## Two symmetry breakings in one bond stretch

Stretching one C–H bond of silabenzene breaks the spin symmetry of unrestricted Hartree–Fock (UHF) twice. The first breaking is already present at the equilibrium bond length and has no visible link to the C–H bond. The second sets in between 1.44 and 1.66 Å and is the ordinary sign of a bond coming apart. The two add up almost as if they were independent, which is why spin squared ends at 1.847 and not near the 1 that belongs to a pair of separated radicals.

PySCF 2.14.0 calculations with RHF, broken-symmetry UHF and CASSCF (2 electrons in 2 orbitals), 6-31G(d) basis, for neutral singlet silabenzene in the gas phase. The hydrogen of one C–H bond next to silicon is moved, with all other atoms fixed at the GFN2-xTB geometry. Spin squared is from UHF, and the weak orbital occupation is from the CASSCF natural orbitals.

```csv
bond length (Å),CASSCF energy over its lowest point (eV),RHF energy over CASSCF (eV),UHF energy under RHF (eV),spin squared,first weak orbital occupation
0.980,0.274,0.353,0.179,0.689,0.011
1.070,0.000,0.414,0.180,0.689,0.016
1.180,0.090,0.495,0.181,0.692,0.023
1.280,0.393,0.578,0.183,0.696,0.032
1.440,1.061,0.729,0.190,0.716,0.052
1.660,2.022,0.984,0.281,0.972,0.096
1.930,3.003,1.384,0.895,1.454,0.185
2.350,3.949,2.195,2.267,1.745,0.397
3.000,4.446,3.603,4.059,1.847,0.726
```

The simple pattern is that of the hydrogen molecule. Near its equilibrium length, UHF and restricted Hartree–Fock (RHF) give the same solution, with both electrons in one orbital and spin squared equal to zero. Beyond a certain length, the Coulson–Fischer point, the energy falls if the up electron moves towards one atom and the down electron towards the other. Spin squared then climbs from 0 to 1. The comparison holds for the electron pair of the C–H bond, but hydrogen has no counterpart to the six π electrons of the ring.

### The floor belongs to the ring

The rows at short bond length break this pattern at once. At 1.07 Å, the lowest point of the scan, spin squared is 0.689 where the hydrogen picture has zero, and UHF lies 0.180 eV under RHF. From 0.98 to 1.28 Å spin squared changes by no more than 0.007, and the energy gain is just as steady. If the C–H pair were the source, squeezing the bond should weaken the effect and stretching it should strengthen it.

The CASSCF results show that the bond itself does respond over this range. This calculation treats one electron pair in two orbitals, and the weak orbital occupation counts the electrons in the less filled of the two. It is near 0 for an intact pair and reaches 1 when the pair has separated. Between 0.98 and 1.28 Å it almost triples, from 0.011 to 0.032, while spin squared stays where it was. The smooth growth with bond length identifies the active pair, by inference, as the bonding and antibonding orbitals of the stretched C–H bond.

The standard explanation for the floor is spin polarisation of the π system. UHF lets up-spin π electrons gather on alternate ring atoms and down-spin electrons on the atoms between them, so that electrons of opposite spin meet less often. This is a crude way to gain correlation energy within a single determinant, and its price is a state that mixes the singlet with higher spins. The C–H bond lies in the ring plane and its electrons have σ symmetry, so a change in its length hardly disturbs the π electrons.

A spin squared of 0.689 is therefore no proof that silabenzene is a diradical. Nor does the small CASSCF occupation at 1.07 Å prove the opposite, because two active orbitals taken up by the C–H pair leave no room to correlate the π electrons. The two numbers describe different parts of the molecule.

### The bond breaks on top of the floor

The second breaking shows in the slope of spin squared. It is 0.125 per Å between 1.28 and 1.44 Å and 1.164 per Å in the next interval, a ninefold jump. The weak occupation rises over the same two intervals with slopes of 0.125 and 0.2 per Å, with no such jump. The stretch of the bond is gradual in CASSCF and has a threshold in UHF.

The contrast comes from the form of the two wavefunctions. CASSCF can mix in the configuration with both electrons in the antibonding orbital at any bond length, and the weight of that configuration grows as the two orbitals approach each other in energy. UHF has only one determinant. It must choose between a shared orbital, which favours bonding, and two separate ones, which keep the electrons apart, and the balance tips only once the bond is weak enough.

In hydrogen that threshold is sharp. Here theory suggests a rounded one, because the polarised ring already acts differently on up and down electrons and so gives the C–H pair a slight preference before the threshold. The small rise of spin squared by 0.027 up to 1.44 Å would agree with this. The steps in bond length are too coarse to settle the point.

### What two independent breakings would give

The size of the final spin squared follows from a short argument. Take the hydrogen atom and the ring fragment as far apart, each with one unpaired electron, one up and one down.

- Each unpaired electron contributes ½ × (½ + 1) = ¾.
- The cross term between an up and a down spin on separate fragments is 2 × (½) × (−½) = −½.
- The separated pair therefore has ¾ + ¾ − ½ = 1.
- If the π electrons keep the polarisation they had at 1.07 Å, they add their 0.689.

The estimate is 1 + 0.689 = 1.689, and the computed value at 3.00 Å is 1.847. The estimate takes its floor from the row at 1.07 Å and uses nothing from the row it is tested on. It falls short by 0.158, about 9% of the computed value, whereas the hydrogen picture alone falls short by 0.847. Most of the break is thus explained by a ring that was polarised from the start.

The remainder has a direction that the model does not contain. Spin squared already exceeds the estimate at 2.35 Å, where the CASSCF occupation of 0.397 says that the pair is not yet fully separated. A likely reason is that the ring does not keep its old polarisation. Once the carbon atom carries an unpaired σ electron, exchange favours π electrons of the same spin on that atom, and this should strengthen the alternation around the ring.

### Why UHF ends below CASSCF

The energies carry the same story. UHF lies above CASSCF by 0.234 eV at 1.07 Å, and this distance grows to a maximum of 0.703 eV at 1.66 Å. It then shrinks and changes sign, until at 3.00 Å UHF is 0.456 eV below CASSCF. The maximum marks the region where the C–H pair needs correlation badly and UHF has only begun to supply it.

The change of sign reflects what each method leaves out. At long distance both can place one electron on hydrogen and one on carbon, so the advantage of CASSCF for this pair fades. UHF still has its energy gain from the ring, for which this active space has no room. Its lower energy at 2.35 and 3.00 Å is real in the variational sense, but it belongs to a state of mixed spin and doesn't make UHF the better description of the singlet.

This matters for the depth of the curve. From the lowest point to 3.00 Å the energy rises by 4.446 eV in CASSCF and by 3.756 eV in UHF, a difference of 0.690 eV. A constant gain from the ring would cancel out of the UHF rise, so it can't be the cause. The larger part is the 0.414 eV by which CASSCF lies under RHF at 1.07 Å: this is correlation of the intact C–H pair, which UHF does not capture there. The other 0.276 eV is the amount by which UHF at 3.00 Å lies deeper under CASSCF than the ring gain at 1.07 Å would place it, and a more strongly polarised fragment would account for its sign.

RHF shows what happens when neither escape is open. Its energy rises by 7.635 eV, because both electrons must share one orbital and the wavefunction keeps a large ionic part even when the atoms are far apart. Even the CASSCF rise should not be read as a bond dissociation energy. The curve still climbs by 0.497 eV over the last step, the ring fragment is held rigid, and most of the dynamic correlation is left out.

A useful reading of spin squared along such a stretch thus begins with its value at equilibrium. Here that floor doesn't follow the C–H bond, and the best explanation is a π system that is polarised before the bond is pulled. The rise above it reports mainly on the bond, but it also contains any change in the polarisation of the ring. The differences, slopes and the additive estimate used here are listed in the output below.

Printed output of the fit:

```
Changes from the 1.07 angstrom row and UHF against CASSCF:
   row  spin squared change  UHF gain change in eV  UHF minus CASSCF in eV
  0.98                    0                 -0.001                   0.174
  1.07                    0                      0                   0.234
  1.18                0.003                  0.001                   0.314
  1.28                0.007                  0.003                   0.395
  1.44                0.027                   0.01                   0.539
  1.66                0.283                  0.101                   0.703
  1.93                0.765                  0.715                   0.489
  2.35                1.056                  2.087                  -0.072
   3.0                1.158                  3.879                  -0.456
Slopes from the row before, per angstrom:
   row  spin squared slope  weak occupation slope
  1.07                   0                0.05556
  1.18             0.02727                0.06364
  1.28                0.04                   0.09
  1.44               0.125                  0.125
  1.66               1.164                    0.2
  1.93               1.785                 0.3296
  2.35              0.6929                 0.5048
   3.0              0.1569                 0.5062
Largest change of spin squared from 0.98 to 1.28 angstrom: 0.007
Spin squared expected for ring floor plus separated pair: 1.689
Spin squared at 3.00 angstrom over that estimate: 0.158
Weak occupation at 1.44 over that at 1.07 angstrom, ratio: 3.25
RHF rise from its lowest point to 3.00 angstrom, eV: 7.635
UHF rise from its lowest point to 3.00 angstrom, eV: 3.756
CASSCF rise from its lowest point to 3.00 angstrom, eV: 4.446
CASSCF rise from 2.35 to 3.00 angstrom, eV: 0.497
UHF depth under CASSCF at 3.00 angstrom beyond the UHF gain at 1.07, eV: 0.276
```
